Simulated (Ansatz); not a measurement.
## A series in volume scale on Ag

All results are calculated (Ansatz 0.2.0). Plane-wave DFT, scalar-relativistic PAW made under PBE with cores redone for the functional, no dispersion; the given relaxed cell is scaled uniformly, energy at zero smearing counts from the unscaled cell, pressure at the given Fermi-Dirac smearing is positive in compression.

The cell before it is scaled or strained (space group Pm-3m, No. 221):
```
cell vectors (Å)
   2.7155     0.0000     0.0000
   0.0000     2.7155     0.0000
   0.0000     0.0000     2.7155
atoms (fractions of the cell vectors)
Ag  0.00000  0.00000  0.00000
```

Settings of every row: spin polarised no; functional r2SCAN; wave cutoff 500 eV; smearing width 0.1 eV; k mesh 13x13x13.

Atom starting moment: 0 on all atoms.

Limits: the cell comes from a prototype or a list of computed structures and needn't be the stable phase.

| row | volume scale | V (Å³/atom) | energy change per atom (meV) | pressure (GPa) |
| --- | --- | --- | --- | --- |
| 1 | 0.88 | 17.621 | 94.09 | 14.46 |
| 2 | 0.92 | 18.422 | 37.84 | 8.32 |
| 3 | 0.96 | 19.223 | 8.56 | 3.61 |
| 4 | 1.04 | 20.825 | 7.34 | -2.78 |
| 5 | 1.08 | 21.626 | 26.84 | -4.89 |
| 6 | 1.12 | 22.427 | ? | ? |

Question: what energy change per atom and pressure should row 6 give?

Worked fit of energy change per atom. Take u = (V_r/V)^(2/3) − 1 with V_r = 19.223 Å³ an atom, which is twice the finite (Eulerian) strain; such expansions in the strain, on which the Birch-Murnaghan equation of state is built, carry the rest volume and the bulk modulus. The shown rows have u = 0.05973, 0.02878, 0, -0.05197, -0.07552. Least squares give energy change per atom = 8.587 + 685.26 × u + 12378.4 × u² meV; a straight line predicts inner rows, each left out in turn, worse (root mean square 25 against 1.1 meV). The rows lie off it by 0.41, -0.72, -0.03, 0.93, -0.59 (root mean square 0.62 meV). The withheld row has u = -0.09767, so the fit gives 8.587 + 685.26 × (-0.09767) + 12378.4 × (-0.09767)² = 59.74 meV.

The calculation gave 55.57 meV. The fit lies 4.17 meV (7.5 % of the value, 4.8 % of the column's range) above it; its largest miss of a shown row is 0.93 meV. This row lies beyond the range of the fit.

Worked fit of pressure. Take u = (V_r/V)^(2/3) − 1 with V_r = 19.223 Å³ an atom, which is twice the finite (Eulerian) strain; such expansions in the strain, on which the Birch-Murnaghan equation of state is built, carry the rest volume and the bulk modulus. The shown rows have u = 0.05973, 0.02878, 0, -0.05197, -0.07552. Least squares give pressure = 3.609 + 150.66 × u + 511.4 × u² GPa; a straight line predicts inner rows, each left out in turn, worse (root mean square 1.1 against 0.072 GPa). The rows lie off it by 0.03, -0.05, 0.00, 0.06, -0.04 (root mean square 0.041 GPa). The withheld row has u = -0.09767, so the fit gives 3.609 + 150.66 × (-0.09767) + 511.4 × (-0.09767)² = -6.23 GPa.

The calculation gave -6.49 GPa. The fit lies 0.26 GPa (4 % of the value, 1.2 % of the column's range) above it; its largest miss of a shown row is 0.06 GPa. This row lies beyond the range of the fit.
